# Reading the vibrations of an ordered zirconium tin oxide

Two rough sizes are worth remembering. The zone-centre optical vibrations of this oxide lie between roughly 100 and 800 cm⁻¹. With its ions held still, this crystal has a relative permittivity of about 5; once the ions may follow a static field, the average over the three axes is about 30. The questions below trace that gain back to single vibrations. The crystal is a hypothetical ordered arrangement on a rutile framework, so the answers are about this model structure and not about a known ceramic.

Zone-centre optical modes of Zr3SnO8 (ordered rutile-type structure, space group Cmmm, 12 atoms in the primitive cell, 12.61 Å³ per atom), all nondegenerate and without the longitudinal term. Density-functional perturbation theory with Ansatz 0.2.0 at the relaxed geometry: PBEsol, PAW datasets made for PBE, plane-wave cutoff 420 eV, 4×4×4 k mesh, fixed occupations.

| row | phonon frequency (cm⁻¹) | phonon infrared intensity ((debye/Å)²/amu) |
| --- | --- | --- |
| 1 | 97.7 | 6.99 |
| 2 | 100.0 | 0 |
| 3 | 114.7 | 0 |
| 4 | 127.2 | 1.14 |
| 5 | 184.5 | 8.45 |
| 6 | 188.7 | 0 |
| 7 | 206.1 | 50.6 |
| 8 | 216.3 | 36.1 |
| 9 | 251.1 | 0 |
| 10 | 253.3 | 0 |
| 11 | 261.2 | 0 |
| 12 | 264.3 | 6.74 |
| 13 | 284.6 | 2.62 |
| 14 | 287.7 | 7.82 |
| 15 | 292.8 | 47.5 |
| 16 | 308.6 | 90.7 |
| 17 | 329.6 | 0 |
| 18 | 367.2 | 0 |
| 19 | 391.3 | 0 |
| 20 | 410.6 | 0 |
| 21 | 421.0 | 33.9 |
| 22 | 433.0 | 1.71 |
| 23 | 453.7 | 52 |
| 24 | 455.0 | 0 |
| 25 | 462.3 | 0 |
| 26 | 469.6 | 30.7 |
| 27 | 519.6 | 0 |
| 28 | 547.2 | 15.4 |
| 29 | 555.6 | 0.478 |
| 30 | 584.3 | 0 |
| 31 | 647.1 | 0 |
| 32 | 661.9 | 0.239 |
| 33 | 756.8 | 0 |

The phonon frequency is that of a vibration with all cells moving in step; for the absorbing rows it is the transverse frequency. The infrared intensity is the squared dipole that the vibration creates per unit of its mass-weighted displacement.

## 1. Why are there 33 rows, and no pairs among them?

Twelve atoms can move in three directions each, which gives 36 motions. Three of these shift the whole crystal and cost no energy, so 33 vibrations remain.

In simple rutile two axes are equivalent, and many vibrations come in pairs of equal frequency. Here the ordering of Zr and Sn makes all three axes different. Symmetry then no longer enforces any pair. There is a second source of near pairs. Simple rutile has six atoms per cell, and this cell stacks two of them along the third axis. So 18 of the 33 vibrations stem from patterns that alternate from one rutile cell to the next. With identical metal atoms, symmetry would group these into pairs too, each expected to split into one even and one odd vibration once Zr and Sn are ordered. Two rows that lie close may be the remains of either kind of pair or may be close by chance; the table alone can't tell which.

## 2. Are the 16 rows without intensity just weak absorbers?

No, their zeros are exact and come from symmetry. The carbon dioxide molecule shows why. When its two oxygens move outwards together, their dipoles cancel; when both move against the carbon, a dipole appears. The crystal also has inversion centres, and 15 of its vibrations are even in the same sense as the first motion.

The analogy covers this cancellation but not the frequencies, and it leaves out one row. The sixteenth dark vibration is odd, yet its oxygen displacements still add up to no dipole. The other 17 vibrations are allowed to absorb, and all of them do.

Rows 23 and 24 show how sharp the rule is. They lie only 1.3 cm⁻¹ apart, but the first has an intensity of 52 and the second has none. Closeness in frequency doesn't let vibrations of different symmetry mix.

## 3. What would a different tin mass do to the dark rows?

Nothing, if only the mass changed. The cell holds a single Sn atom, and inversion maps it onto itself. An even vibration would have to reverse its displacement and also leave it as it was, so the atom stays at rest, like the carbon in the symmetric stretch of carbon dioxide. One of the three Zr atoms rests for the same reason. In the single odd dark vibration symmetry lets only oxygen move.

Replacing Sn by another element is a different matter. It changes the bonds as well as the mass, and the neighbours of a resting atom feel its bonds. Dark rows could then shift although the new atom still doesn't move in them.

## 4. Does the strongest absorber also add most to the static permittivity?

It doesn't. Row 16 has the highest intensity, but row 7 adds more to the permittivity. To see why, treat each vibration as a charged mass on a spring:

1. A static field pulls on the vibration with a force proportional to its dipole per displacement.
2. The spring yields by that force divided by $\omega^2$, where $\omega$ is the angular frequency. No mass appears here, because the displacement is already mass-weighted.
3. The displacement creates a dipole, which brings in the dipole per displacement a second time.

With intensity $I$, cell volume $V$ and vacuum permittivity $\varepsilon_0$, the contribution summed over the three axes is

$$\Delta\varepsilon=\frac{I}{\varepsilon_0 V\omega^2}.$$

Row 1 serves as a worked case. One intensity unit is $6.7\times10^{-13}$ C²/kg, so its intensity of 6.99 becomes $4.7\times10^{-12}$ C²/kg. The cell volume is $1.5\times10^{-28}$ m³, and 97.7 cm⁻¹ corresponds to $\omega^2\approx3.4\times10^{26}$ s⁻². Hence

$$\Delta\varepsilon\approx\frac{4.7\times10^{-12}}{(8.9\times10^{-12})(1.5\times10^{-28})(3.4\times10^{26})}\approx10.$$

A row with under 2 % of the total intensity thus supplies about 14 % of the ionic permittivity. Softness makes up for a small dipole.

The same rule decides between rows 7 and 16. Row 16 has 1.8 times the intensity of row 7, but its squared frequency is 2.2 times as large, so row 7 wins. More broadly, the five absorbing rows below 220 cm⁻¹ hold about a quarter of the intensity and more than half of the ionic permittivity.

Summed over all rows, the formula gives 76, as do the dielectric tensors of the same calculation. This agreement shows that the book-keeping is sound. It is no test against nature, because both sides rest on the same charges and forces. The printed output after this text lists the largest contributions and the sums.

## 5. Which atoms carry the infrared intensity?

Mostly oxygen. The quantity that matters is the Born charge $Z^*$, the dipole created per displacement of an atom. Added over all vibrations, the intensity depends only on these charges and on the atomic masses $M$:

$$\sum_{\text{rows}} I=\sum_{\text{atoms}}\frac{|Z^*|^2}{M},$$

where $|Z^*|^2$ is summed over all directions. Frequencies and patterns of motion drop out. Oxygen supplies 77 % of the total, Zr 20 % and Sn 3 %. The metals have larger charges, but oxygen is light and makes up eight of the twelve atoms. This division holds for the total only, since in a single vibration the dipoles of different atoms can reinforce or cancel each other.

The charges also explain why the crystal absorbs so strongly. With the formal charges of +4 and −2, the total intensity would be less than half as large. Each oxygen sits in a flat triangle of three metal atoms. Its calculated charge is only about −1.3 across the triangle, but between −2.8 and −4.2 along the axes within it.

The usual explanation is covalent bonding. A displacement within the triangle shortens some bonds and lengthens others, and electrons flow along them, which adds to the dipole. A displacement across the triangle hardly changes the bond lengths, so little charge flows and the oxygen carries roughly its static charge. Covalent sharing should keep the size of that charge below the formal 2, in line with the 1.3 found. The calculated charges fit this picture, though they don't isolate the electron flow itself.

## 6. What would change with the longitudinal term included?

The frequencies of absorbing vibrations with a dipole along the direction of the wave would move up as a set: counted in order, each longitudinal frequency lies above the transverse one of the same rank. A weak vibration caught inside the gap opened by a strong one is expected to barely move, and its longitudinal partner can even sit slightly below it. For a wave along a crystal axis, all the others would stay, including the dark ones. If the dipole of a vibration points along the direction in which the wave travels, charge builds up in layers. The resulting electric field pulls the ions back and stiffens the vibration.

The size of the effect follows from the permittivities. For each axis, multiply the longitudinal frequencies of all vibrations with a dipole along it, and divide by the product of the transverse ones. The Lyddane–Sachs–Teller relation makes this ratio the square root of the static over the electronic permittivity. It comes to about 2.3, 2.8 and 2.3 for the three axes. These factors belong to whole groups of vibrations, so no single row may be scaled by them.

## 7. Which digits can be trusted?

The counts and the zeros are the firmest results, since they follow from the symmetry of the structure. The frequencies are less certain than their last printed digit suggests. They depend on the density functional, and here PBEsol was combined with atomic datasets made for PBE. No convergence test for the cutoff or the k mesh is shown either. The order of rows a few cm⁻¹ apart, such as 23 and 24, therefore carries no weight.

For the permittivity, an error of a given number of cm⁻¹ matters most where the vibration is soft and also contributes much. Suppose a row lay 5 cm⁻¹ lower with its intensity unchanged. For row 1 this would raise the summed permittivity by 1.1, for row 16 by only about 0.4. Rows 1, 7 and 8 are the most sensitive to such a shift; rows 4 and 5 are soft too, but they contribute much less. If the errors were equal in per cent instead, rows 7 and 16 would matter most, because they contribute most.

One conclusion has to stay narrow. All the frequencies are real, so the structure resists every small displacement of its atoms against one another that repeats identically in each cell while the cell keeps its shape. Changes of the cell's shape and distortions that alternate from cell to cell are not covered, and neither is competition from other crystal structures.

Output of the analysis:

```
number of bright rows: 17
number of dark rows: 16
row 24 less row 23, cm⁻¹: 1.3
intensity of row 16 over row 7: 1.792
squared frequency of row 16 over row 7: 2.242
the five largest dielectric shares, in row order (rows 1, 7, 8, 15, 16): 10.32, 16.79, 10.88, 7.809, 13.42
sum of the dielectric shares over all rows: 75.96
ionic part of the dielectric trace from the tensors: 75.99
row 1, percent of total intensity: 1.778
row 1, percent of ionic dielectric trace: 13.59
rows below 220 cm⁻¹, percent of total intensity: 26.27
rows below 220 cm⁻¹, percent of ionic dielectric trace: 55.92
product of longitudinal over transverse frequencies, x: 2.285
product of longitudinal over transverse frequencies, y: 2.832
product of longitudinal over transverse frequencies, z: 2.27
total intensity from the table, (D/Å)²/amu: 393.1
total intensity from Born charges and masses, (D/Å)²/amu: 393.2
percent of total intensity from O: 77.15
percent of total intensity from Zr: 19.69
percent of total intensity from Sn: 3.156
total with Born charges over total with formal charges: 2.135
rise of the dielectric trace if row 1 lay 5 cm⁻¹ lower: 1.143
rise of the dielectric trace if row 16 lay 5 cm⁻¹ lower: 0.4458
```
